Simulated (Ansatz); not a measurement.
# Vacuum decay of the tunnelling density against sample bias on Pt(100)-(3x1)-Sn (LDA) and Pt(100)-c(2x2)-Na (PBE-D3(BJ))

A higher-lying electron meets a lower barrier and should reach further into the vacuum, yet a change of bias alters the decay of the tunnelling density very unequally on two ordered overlayers on Pt(100). The question matters for scanning tunnelling microscopy, where the decay governs how strongly the current responds to tip height and enters the apparent height of surface features. The decay constant κ is calculated here for the states between the Fermi level and the sample bias. It is measured against κ₀, the decay of a free electron at the top of that window with no momentum along the surface. The Sn surface has a calculated work function of 4.91 eV, the Na surface one of 1.93 eV.

## Calculations

Ansatz 0.2.0, plane-wave Kohn-Sham DFT with its default PAW datasets at cutoffs of 420 eV, level as listed. Slabs and stacks are built by hand and relaxed; a single point with 17 Å of vacuum, a dipole correction, Fermi-Dirac smearing of 0.05 eV and meshes of 8 to 16 points along the first in-plane vector gives the density of the states between the Fermi level and the sample bias. Its planar mean n(z) is fitted as exp(−2κz) between 3 and 5 Å above the top atom. Spin-paired, no spin-orbit coupling.

Notes on method and selection:

- A free electron at the Fermi level with no momentum along the surface decays with κ₀ = 0.5123·√Φ Å⁻¹, Φ in eV; momentum along the surface raises κ, and the slow approach of the potential to the vacuum level lowers it.
- The tip is left out (Tersoff-Hamann).
- Slabs this thin have discrete subbands, so κ depends on which of them fall in the window.
- Windows narrower than 0.1 V hold too few states on these meshes and are not listed; a blank corrugation was not computed at that height.
- Runs in which the search for lower states was switched off are not listed.
- Work functions and vacuum levels are read from the electrostatic potential (Hartree and local ionic parts), which a warning of a rough exchange-correlation potential in thin density does not concern.
- Sites and patterns name the starting structure; atoms can leave their sites in the relaxation.
- The default PAW datasets of this version of Ansatz are the set soft_2.
- Runs that did not converge, have known faults or may not be shown are not listed, and runs on Ansatz's PAW sets soft_1 and soft_2 are kept to separate tables.

Columns:

- bias (V): sample bias; negative images filled states.
- κ₀ of window top (Å⁻¹): 0.5123·√(Φ − E) for the highest energy E in the window, from the Fermi level.
- κ (Å⁻¹): decay constant κ of the window's density.
- corrugation (Å): corrugation at constant current, set to the mean density at the first listed height.

## Table of results

| member | surface | bias (V) | κ₀ of window top (Å⁻¹) | κ (Å⁻¹) | corrugation (Å) |
| --- | --- | --- | --- | --- | --- |
| −1.5 V | Pt(100)-(3x1)-Sn, hollow site (LDA, Φ 4.91 eV, 2.5 Å) | −1.5 | 1.136 | 1.309 | – |
| −0.7 V | Pt(100)-(3x1)-Sn, hollow site (LDA, Φ 4.91 eV, 2.5 Å) | −0.7 | 1.136 | 1.276 | – |
| −0.2 V | Pt(100)-(3x1)-Sn, hollow site (LDA, Φ 4.91 eV, 2.5 Å) | −0.2 | 1.136 | 1.216 | – |
| +0.2 V | Pt(100)-(3x1)-Sn, hollow site (LDA, Φ 4.91 eV, 2.5 Å) | 0.2 | 1.112 | 1.208 | – |
| +0.7 V | Pt(100)-(3x1)-Sn, hollow site (LDA, Φ 4.91 eV, 2.5 Å) | 0.7 | 1.052 | 1.196 | – |
| +1.5 V | Pt(100)-(3x1)-Sn, hollow site (LDA, Φ 4.91 eV, 2.5 Å) | 1.5 | 0.947 | 1.147 | – |
| −1 V | Pt(100)-c(2x2)-Na, hollow site (PBE-D3(BJ), Φ 1.93 eV, 3 Å) | −1.0 | 0.711 | 0.698 | 0.158 |
| −0.5 V | Pt(100)-c(2x2)-Na, hollow site (PBE-D3(BJ), Φ 1.93 eV, 3 Å) | −0.5 | 0.711 | 0.680 | 0.163 |
| −0.1 V | Pt(100)-c(2x2)-Na, hollow site (PBE-D3(BJ), Φ 1.93 eV, 3 Å) | −0.1 | 0.711 | 0.696 | 0.135 |
| +0.1 V | Pt(100)-c(2x2)-Na, hollow site (PBE-D3(BJ), Φ 1.93 eV, 3 Å) | 0.1 | 0.693 | ? | ? |
| +0.5 V | Pt(100)-c(2x2)-Na, hollow site (PBE-D3(BJ), Φ 1.93 eV, 3 Å) | 0.5 | 0.612 | 0.556 | 0.203 |
| +1 V | Pt(100)-c(2x2)-Na, hollow site (PBE-D3(BJ), Φ 1.93 eV, 3 Å) | 1.0 | 0.493 | 0.484 | 0.241 |

Cells marked ? are withheld until the estimate has been made.

## Interpretation

At positive bias the window opens upwards and κ falls on both surfaces. Between −0.2 and +1.5 V the Sn surface loses 1.216 − 1.147 = 0.069 Å⁻¹, or 0.069 / 1.7 = 0.041 Å⁻¹ per volt. Between −0.1 and +1 V the Na surface loses 0.696 − 0.484 = 0.212 Å⁻¹, or 0.212 / 1.1 = 0.193 Å⁻¹ per volt.

Part of this contrast follows from the square root in κ₀ = 0.5123·√(Φ − E), whose slope is steeper for a low barrier. At the Fermi level it is 0.5123 / (2 × √1.93) = 0.184 Å⁻¹ per eV for Na and 0.5123 / (2 × √4.91) = 0.116 for Sn. The functionals differ too, but a work-function shift of roughly 0.3 eV would move κ₀ of the Sn surface by only about 0.03 Å⁻¹.

Momentum along the surface may weaken the response of Sn further. At positive bias no state in the window lies below the Fermi level, so without such momentum κ should not exceed 1.136 Å⁻¹; the three values are 1.147 to 1.208 Å⁻¹. If the added higher states carry more of this momentum, it offsets part of their lower barrier.

On Na, κ lies below κ₀ in every row shown, as expected where the potential has not yet reached the vacuum level between 3 and 5 Å. Both surfaces carry a warning of a rough exchange-correlation potential in thin density, which may affect the fitted decay.

At negative bias the window top stays at the Fermi level. Deeper states raise κ on Sn from 1.216 to 1.309 Å⁻¹, whereas the Na values stay within 0.018 Å⁻¹ of each other without a steady order.

The Na corrugation grows from 0.135 Å at −0.1 V to 0.241 Å at +1 V, a factor of 0.241 / 0.135 = 1.79. For a fixed lateral density contrast it scales as 1/κ, which supplies 0.696 / 0.484 = 1.44 of that factor.

## Blind estimate

Plain estimates from the members shown:

- +0.1 V (Pt(100)-c(2x2)-Na, hollow site (PBE-D3(BJ), Φ 1.93 eV, 3 Å)), straight-line interpolation between −0.1 V and +0.5 V: w = (0.1 − (−0.1)) / (0.5 − (−0.1)) = 0.333, so 0.696 + 0.333 × (0.556 − 0.696) = 0.649 Å⁻¹

The plain interpolation for Na at +0.1 V gives 0.649 Å⁻¹, but it draws a straight line across a kink. The window top stays at the Fermi level for negative bias and begins to rise only at zero, so most of the fall in κ₀ between −0.1 and +0.5 V comes after +0.1 V.

The same interpolation applied to κ₀ gives 0.711 + 0.333 × (0.612 − 0.711) = 0.678 Å⁻¹, whereas the listed κ₀ is 0.693 Å⁻¹. The difference, 0.693 − 0.678 = 0.015 Å⁻¹, is added to the plain estimate: 0.649 + 0.015 = 0.664 Å⁻¹. This amounts to interpolating κ − κ₀ instead of κ.

Applied to the three interior Na members that are shown, each from its nearest shown neighbours, the corrected route misses by roughly 0.02 Å⁻¹ at −0.5 V, 0.03 at −0.1 V and 0.04 at +0.5 V, with a root mean square of roughly 0.03. Uncorrected interpolation misses by roughly 0.02, 0.07 and 0.02 Å⁻¹, with a root mean square of roughly 0.04. Three tests give the correction only a slight advantage, and it does worse at +0.5 V; the case for it rests mainly on the known kink in κ₀.

An error of 0.03 Å⁻¹ follows from the scatter of the corrected route. A narrow window on a thin slab holds few subbands, so a departure of that size would be unsurprising.

**Committed estimate, +0.1 V (Pt(100)-c(2x2)-Na, hollow site (PBE-D3(BJ), Φ 1.93 eV, 3 Å)): κ = 0.66 ± 0.03 Å⁻¹.**

## How the estimate fared

| member | surface | bias (V) | κ₀ of window top (Å⁻¹) | κ (Å⁻¹) | corrugation (Å) |
| --- | --- | --- | --- | --- | --- |
| +0.1 V | Pt(100)-c(2x2)-Na, hollow site (PBE-D3(BJ), Φ 1.93 eV, 3 Å) | 0.1 | 0.693 | 0.611 | 0.265 |

| member | estimate | κ (Å⁻¹) | computed | estimate − computed | miss in error bars |
| --- | --- | --- | --- | --- | --- |
| +0.1 V (Pt(100)-c(2x2)-Na, hollow site (PBE-D3(BJ), Φ 1.93 eV, 3 Å)) | committed | 0.660 | 0.611 | +0.049 | 1.6 |
| +0.1 V (Pt(100)-c(2x2)-Na, hollow site (PBE-D3(BJ), Φ 1.93 eV, 3 Å)) | interpolation | 0.649 | 0.611 | +0.038 |  |

The estimate of 0.66 ± 0.03 Å⁻¹ lies 0.049 above the computed 0.611 Å⁻¹. It misses by 1.6 error bars and does worse than plain interpolation, which is 0.038 too high. The correction for the kink in κ₀ shifted the estimate upwards, whereas a downward shift was needed.

From −0.1 to +0.1 V, κ on Na falls by 0.696 − 0.611 = 0.085 Å⁻¹, but κ₀ falls by only 0.711 − 0.693 = 0.018. The lower barrier at the window top therefore accounts for little of the step. The corrugation nearly doubles, from 0.135 to 0.265 Å, while the change in 1/κ would raise it by a factor of only 0.696 / 0.611 = 1.14. The density thus has a different lateral shape on the two sides of the Fermi level, which points to different states in the two windows. The new value also corrects the earlier picture of a corrugation growing with positive bias: it is largest at +0.1 V.

## Departures from the trend

Na at +0.1 V stands out, with κ below κ₀ by 0.693 − 0.611 = 0.082 Å⁻¹; in the other Na rows the gap is 0.009 to 0.056. The likeliest reason is the narrow window, in which a few subbands of a thin slab, sampled on a finite mesh, set the mean. States with less momentum along the surface would bring κ down towards κ₀, but within the free-electron picture only the slow approach of the potential to the vacuum level can take it below; the rough exchange-correlation potential may also affect the fit. Neither effect by itself explains the larger corrugation.

On the Sn surface the largest departures from κ₀ are at the widest windows, 1.147 − 0.947 = 0.200 Å⁻¹ at +1.5 V and 1.309 − 1.136 = 0.173 Å⁻¹ at −1.5 V. Part of this arises because κ₀ refers to the window top, while deeper states decay faster. At the window bottom the zero-momentum decay is 1.136 Å⁻¹ for +1.5 V and 0.5123 × √(4.91 + 1.5) = 1.297 for −1.5 V. The computed κ exceeds even these limits, by 0.011 and 0.012 Å⁻¹, so the depth of the states cannot account for all of the departure. Momentum along the surface, which raises κ, is the likely remainder in both rows.

## Summary

Between the lowest and highest positive bias listed, κ falls from row to row on both surfaces, and more steeply on Na. Interpolation between neighbouring rows misses the four interior Na values by roughly 0.04 Å⁻¹ (root mean square), against roughly 0.07 for the mean of the other Na rows. It is least reliable next to the Fermi level, where the set of states changes.

In practical terms, raising the tip by 1 Å divides the tunnelling density by exp(2κ), with κ in Å⁻¹. On Na this is a factor of exp(2 × 0.696) = 4.0 at −0.1 V and exp(2 × 0.484) = 2.6 at +1 V; on Sn it is exp(2 × 1.216) = 11.4 at −0.2 V and exp(2 × 1.147) = 9.9 at +1.5 V.

The main omission is the tip's own barrier. A tip with a higher work function than the Na surface would raise the mean barrier between the two, so the measured current would decay faster than the κ given here.
